**Question**

At room temperature a free-energy difference of 0.4 kcal/mol means a factor of two in population, and 1.4 kcal/mol means a factor of ten. So small a difference decides which shape a flexible molecule mostly takes. The table lists five shapes of a silyl formate, in which an SiH₂ group links an alkene to a formate group.

Conformers of the silyl formate CC(C)=C(C)[SiH2]OC=O in the gas phase, computed with PySCF 2.14.0 and tblite 0.8.0: B3LYP-D3(BJ)/6-31G(d) energies on GFN2-xTB geometries. Free energies and weights at 298.15 K include GFN2-xTB quasi-harmonic terms and count both mirror forms. Torsions, numbered along the SMILES, are C5-C4-Si6-O7, C4-Si6-O7-C8 and Si6-O7-C8-O9.

```tsv
number	torsions in degrees	point group	mirror pair	GFN2-xTB energy above its lowest (kcal/mol)	DFT energy above the lowest (kcal/mol)	free energy above the lowest (kcal/mol)	weight (%)	dipole (D)
1	(134,-56,-2)	C1	yes	1.280	0.000	0.000	68.90	2.030
2	(135,179,-1)	C1	yes	1.270	1.170	1.020	12.40	3.350
3	(-6,76,0)	C1	yes	0.600	1.080	1.040	11.80	2.470
4	(0,180,0)	Cs	no	0.000	0.850	1.590	4.70	3.280
5	(119,105,-2)	C1	yes	1.100	1.800	2.050	2.20	2.540
```

The first torsion describes the bond between the alkene carbon and silicon. Near 0° the oxygen on silicon lies beside the methyl group of that carbon; in conformers 1, 2 and 5 it is skewed towards the C=C side. The second torsion describes the Si–O bond: near 180° the chain is extended (anti), otherwise the formate is turned aside, here called gauche. The third is close to 0° throughout, so the formate group itself keeps one shape.

(a) Which conformer is the most stable, and why does conformer 4 rank lower in free energy than in energy?

(b) Does a general preference of the Si–O bond for gauche explain the winner?

(c) How large an error would overturn the result, and where might it come from?

**Model answer**

(a) Conformer 1 has the lowest DFT energy and the lowest free energy, and it holds 69% of the population. Conformer 4 is second in energy but only fourth in free energy. It has a mirror plane and is its own mirror image, so it counts once, whereas each of the others exists as a left-handed and a right-handed form. With $R$ the gas constant and $T$ the temperature, this costs conformer 4 $RT\ln 2$, or 0.41 kcal/mol; its other thermal terms add a further 0.33 kcal/mol relative to conformer 1.

(b) No. With the oxygen skewed towards the C=C side, gauche conformer 1 lies 1.17 kcal/mol below anti conformer 2. With the oxygen beside the methyl group, gauche conformer 3 lies 0.23 kcal/mol above anti conformer 4. An effect seated in the Si–O bond alone, such as the anomeric overlap of an oxygen lone pair with a neighbouring antibonding orbital, should act much alike in both pairs. It therefore can't account for the winner by itself.

What matters is the combination of two turns. Start from the extended conformer 4, at 0.85 kcal/mol. Turning only the bond between carbon and silicon leads to conformer 2 and costs 0.32; turning only the Si–O bond leads to conformer 3 and costs 0.23. If the two costs simply added, the doubly turned form would lie at

$$0.85 + 0.32 + 0.23 = 1.40\ \text{kcal/mol}.$$

Conformer 1 lies at zero instead. Each turn alone is slightly unfavourable, but together they gain 1.40 kcal/mol over the additive estimate. Part of this may come from small adjustments of the angles, since the Si–O torsion is 56° in conformer 1 and 76° in conformer 3. Crowding in conformer 3, where the formate is turned aside next to the methyl group, would also add to the apparent gain, because it raises the additive estimate.

A likely reason for the rest is contact. Counted from the C=C bond instead of the methyl group, the first torsion of conformer 1 is −46°, so its two turns have the same sense. Together they curl the chain and bring the formate alongside the alkene, where dispersion and perhaps electrostatic attraction can act; a single turn leaves the two groups further apart. The energies show that the turns cooperate. That attraction between the two groups is the cause remains an inference from the shape.

(c) Conformer 1 would lose its majority if its energy were too low by about 0.5 kcal/mol relative to all the others. It would lose first place to conformer 2 or 3 at about 1.0 kcal/mol. The numerical noise of some hundredths of a kcal/mol is harmless here, but the choice of method is not. If GFN2-xTB energies replace the DFT energies and the thermal terms stay the same, conformer 1 falls to 11% and conformer 3 leads with 37%.

DFT is normally the better judge of the two, yet here it has a weakness that probably favours the winner. In a small basis set, groups that touch borrow each other's basis functions, which lowers the energy of a folded form artificially. This basis-set superposition error should help conformer 1 more than the extended forms. The geometries are a second source of error, since they come from GFN2-xTB and weren't relaxed with DFT. A calculation in a larger basis set on DFT geometries would show how much of the lead survives.

A polar solvent would probably narrow the lead of conformer 1. Conformer 1 has the smallest dipole moment, 2.03 D, while the anti conformers 2 and 4 have about 3.3 D and would be stabilised more. Treating each molecule as a point dipole in a sphere of 4 Å radius gives them an advantage of the order of 1 kcal/mol in a very polar solvent. That is comparable with the lead of conformer 1 over conformer 2, so the gas-phase order shouldn't be carried over to such a solution unchecked.

The verdict is that conformer 1 is the best candidate in the gas phase, with a lead no larger than the plausible errors. The percentages also assume a complete set of shapes. At least one force-field rotamer fell away during the GFN2-xTB optimisation, and an additional stable form would take weight from all five.

**Remarks on the reasoning**

Part (b) turns on comparing two pairs instead of one. Conformers 1 and 2 alone would suggest a strong gauche preference, and conformers 3 and 4 alone a weak anti preference. Only the four together separate what each bond contributes from what the bonds do jointly. The same square can be drawn for other chains with two neighbouring flexible bonds, provided that all four combinations are stable forms.

Conformer 5 tests whether any double turn will do. Counted from the C=C bond, its two turns are −61° and 105° and so have opposite senses, and in DFT it lies 0.40 kcal/mol above the additive estimate, so turning both bonds doesn't by itself guarantee a gain. This control is weaker than it looks: its Si–O torsion is far from the 76° of conformer 3, on which the estimate rests, and GFN2-xTB places the same form 0.77 kcal/mol below its own additive estimate. For conformer 1 the two methods at least agree that the turns cooperate, though GFN2-xTB gives the gain as only 0.59 kcal/mol.

The square also shows where the methods part. Between conformers 1 and 4 they differ by 2.13 kcal/mol, of which 0.95 belongs to the turn about the carbon–silicon bond alone and 0.81 to the cooperation of the two turns. Superposition error between formate and alkene should appear mainly in the second part. A larger basis set may therefore narrow the disagreement without removing it, and a higher-level method would be needed to settle the rest. The output after this text lists these differences and the recalculated populations.

Printed output of the fit:

```
Turns and thermal terms:
  row  turn about C4-Si from C=C (degrees)  free energy less DFT energy (kcal/mol)
    1                                  -46                                       0
    2                                  -45                                   -0.15
    3                                  174                                   -0.04
    4                                 -180                                    0.74
    5                                  -61                                    0.25
GFN2-xTB energies with the same thermal terms:
  row  free energy above lowest (kcal/mol)  weight (%)
    1                                 0.72       11.04
    2                                 0.56       14.46
    3                                    0       37.22
    4                                 0.18       27.47
    5                                 0.79        9.81
Number of forms with mirror images counted singly: 9
DFT, gauche less anti about Si-O, O skewed to C=C side, row 1 less 2 (kcal/mol): -1.17
DFT, gauche less anti about Si-O, O beside methyl, row 3 less 4 (kcal/mol): 0.23
GFN2-xTB, row 1 less 2 (kcal/mol): 0.01
GFN2-xTB, row 3 less 4 (kcal/mol): 0.6
DFT, turn about C4-Si alone, row 2 less 4 (kcal/mol): 0.32
GFN2-xTB, turn about C4-Si alone, row 2 less 4 (kcal/mol): 1.27
DFT, joint term of both turns in row 1 (kcal/mol): -1.4
GFN2-xTB, joint term of both turns in row 1 (kcal/mol): -0.59
DFT, joint term of both turns in row 5 (kcal/mol): 0.4
GFN2-xTB, joint term of both turns in row 5 (kcal/mol): -0.77
Method gap, row 1 against row 4 (kcal/mol): 2.13
Part of the gap from the turn about C4-Si (kcal/mol): 0.95
Part of the gap from the turn about Si-O (kcal/mol): 0.37
Part of the gap from the joint term (kcal/mol): 0.81
Mirror-partner term RT ln 2 (kcal/mol): 0.4107
Other thermal terms of row 4 against row 1 (kcal/mol): 0.3293
Free-energy lead of row 1 over row 2 (kcal/mol): 1.02
Rise of row 1 that brings its weight to one half (kcal/mol): 0.4713
Rough solvent gain of row 2 over row 1 (kcal/mol): 0.7986
Rough solvent gain of row 4 over row 1 (kcal/mol): 0.7464
```
